## The rule

The energy that a method still misses in the collinear doublet H–H–F can be estimated by repeated division by 8. Start from the error of the simple wavefunction on which the method builds, and divide once for every further order of perturbation theory that the method gets fully right. For MP2 and for coupled cluster up to CCSDT this lands within a factor of about 1.6 of the computed error, while that error itself falls from 807 meV to about ten.

Ansatz 0.2.0; charge 0 e, spin multiplicity 2, basis cc-pVTZ, pair space electrons 3, pair space orbitals 3, valence space electrons 9, valence space orbitals 6, reference level UCCSDT(Q).

```csv
level,"this level less the reference (UCCSDT(Q), same basis) (meV)"
RHF,8322.0
UHF,7871.9
RMP2,807.4
UMP2,742.2
CISD,693.8
RCCSD,212.3
UCCSD,201.7
RCCSD(T),24.3
UCCSD(T),21.5
BCCD(T),17.6
RCCSDT,11.3
UCCSDT,9.8
RCCSDT(Q),0.7
CASSCF pair,7279.8
NEVPT2 pair,460.9
CASSCF valence,7223.7
NEVPT2 valence,1023.9
MRCISD valence,454.3
MRCISD+Q valence,135.4
```

## Counting the divisions

Perturbation theory treats the part of the electron repulsion that Hartree–Fock averages away as a small correction. Each order of the energy applies this part once more and divides once more by an excitation energy. If that ratio stays similar from order to order, the remaining error shrinks geometrically:

$$\Delta_k \approx \Delta_0/8^{\,k}$$

Here $\Delta_0$ is the starting error, RHF for methods marked R and for CISD and BCCD(T), UHF for those marked U, and $k$ is the number of divisions. The constant ratio is an assumption, and the 8 was chosen to suit these data.

The count $k$ follows from the paths by which electrons are excited and return. The repulsion acts on two electrons at a time, so the shortest path goes from the determinant to a double excitation and back. That is second order, and MP2 contains it: one division. With restricted open-shell orbitals, single excitations add a small part at the same order, which RMP2 includes too.

CCSD also gets third order right, where one double excitation turns into another: two divisions. Fourth order brings the path double, triple, double and back. CCSD(T) and CCSDT both include it: three divisions. Quadruple excitations that are more than products of doubles need a fifth step, and there both methods become incomplete.

## Two rows worked

For RCCSD(T), start from the RHF error of 8322 meV. Three divisions give 1040, then 130, then 16 meV. The table has 24 meV, so the estimate is a third too low.

For UMP2, start from the UHF error of 7872 meV. One division gives 984 meV against 742 meV in the table, a third too high. Both rows belong to the nine on which the 8 rests, so they illustrate the rule and do not test it independently.

## How good it is

The nine rows are the MP2 and coupled-cluster levels up to CCSDT. The rule typically misses them by a factor of 1.45, as the output below shows. Giving each excitation rank one fixed factor does worse, because it treats MP2 and CCSD as equals.

The single steps are less regular than the rule. From RMP2 to RCCSD the error falls only by a factor of 3.8, and RCCSDT has half the error of RCCSD(T) at the same count. The rule therefore gives the size of an error, but does not rank methods with equal counts.

## Where it breaks: truncated CI

CISD uses single and double excitations, as CCSD does, and has the same count. The rule gives 130 meV for both. RCCSD misses 212 meV, but CISD misses 694 meV.

The difference comes mainly from two pairs of electrons being excited at the same time. CCSD builds such quadruple excitations as products of doubles, whereas CISD leaves them out. In the exact fourth-order energy they cancel a term that grows with the square of the number of pairs. CISD keeps that term without its counterpart, so its error grows out of proportion with the size of the molecule.

The same fault returns when the start is a CASSCF wavefunction. Two divisions of the CASSCF valence error give 113 meV, but MRCISD misses 454 meV. The +Q correction estimates the absent products and brings the error down to 135 meV. The corrected value is close to the rule, although the divisor was not fitted to it, but such agreement may be partly luck.

## Limits of its range

With a CASSCF start, the rule gives about 900 meV for both NEVPT2 rows. The computed errors are 461 meV with the pair space and 1024 meV with the larger valence space. The estimate holds within a factor of two, but it does not foresee that the larger space does worse, and the cause of that remains open. A CASSCF calculation can also end on a higher solution than the lowest one, and the table cannot rule that out for these rows.

The rule also needs a starting error. If only an MP2 result is at hand, its correlation energy can stand in: for RMP2 that is $8322-807=7515$ meV, about a tenth too small.

At the accurate end the reference sets the limit. Four divisions suggest that UCCSDT(Q) itself misses about 2 meV, so the 0.7 meV of RCCSDT(Q) says how much the choice of orbitals matters, not how exact the method is.

Finally, the 8 comes from one molecule at one fixed geometry, in which a single determinant still dominates. The T1 diagnostic, a measure of single excitations, is nevertheless large, at 0.057 in the RCCSD(T) run. The runs themselves issue no warning about it; that it counts as large rests on the data makers' tests on other systems. With UHF orbitals it falls to 0.034, so part of it reflects the choice of orbitals. But the UHF determinant is not a pure doublet and may itself absorb some mixing with other configurations, so the smaller value is no all-clear. Where a second determinant gains weight, an excitation energy becomes small, each order gains less on the one before, and the divisor should shrink towards 1. All these are errors of total energies within one basis and with a frozen core, so what the basis and the frozen core miss comes on top. The core is also not treated quite alike in every kind of method: in the data makers' tests on other systems this made up to 20 meV. When CI and CASSCF-based rows are compared with the coupled-cluster reference, differences of that size, such as the one between the rule and the +Q row, therefore mean little. In a reaction barrier such errors usually cancel in part.

Output of the analysis:

```
Rule of eight:
               row  divisions by 8  starting error in meV  estimate in meV  estimate over table value
               RHF               0                   8322             8322                          1
               UHF               0                   7872             7872                          1
              RMP2               1                   8322             1040                      1.288
              UMP2               1                   7872              984                      1.326
              CISD               2                   8322              130                     0.1874
             RCCSD               2                   8322              130                     0.6125
             UCCSD               2                   7872              123                     0.6098
          RCCSD(T)               3                   8322            16.25                     0.6689
          UCCSD(T)               3                   7872            15.37                     0.7151
           BCCD(T)               3                   8322            16.25                     0.9235
            RCCSDT               3                   8322            16.25                      1.438
            UCCSDT               3                   7872            15.37                      1.569
         RCCSDT(Q)               4                   8322            2.032                      2.902
       CASSCF pair               0                   7280             7280                          1
       NEVPT2 pair               1                   7280              910                      1.974
    CASSCF valence               0                   7224             7224                          1
    NEVPT2 valence               1                   7224              903                     0.8819
    MRCISD valence               2                   7224            112.9                     0.2484
  MRCISD+Q valence               2                   7224            112.9                     0.8336
best-fitting divisor per order, nine rows: 7.793
rule of eight, typical factor of miss, nine rows: 1.45
rule of eight, largest factor of miss, nine rows: 1.64
rival by excitation rank, fitted divisor per rank: 22.2
rival by excitation rank, typical factor of miss: 1.676
rival by excitation rank, largest factor of miss: 2.154
error ratio RHF to RMP2: 10.31
error ratio RMP2 to RCCSD: 3.803
error ratio RCCSD to RCCSD(T): 8.737
error ratio RCCSD to RCCSDT: 18.79
CISD error less RCCSD error in meV: 481.5
weight outside the determinant that a Davidson correction would need for this gap in percent: 6.312
error removed by +Q from MRCISD valence in meV: 318.9
NEVPT2 valence error less NEVPT2 pair error in meV: 563
RHF error per correlated electron (nine) in meV: 924.7
```
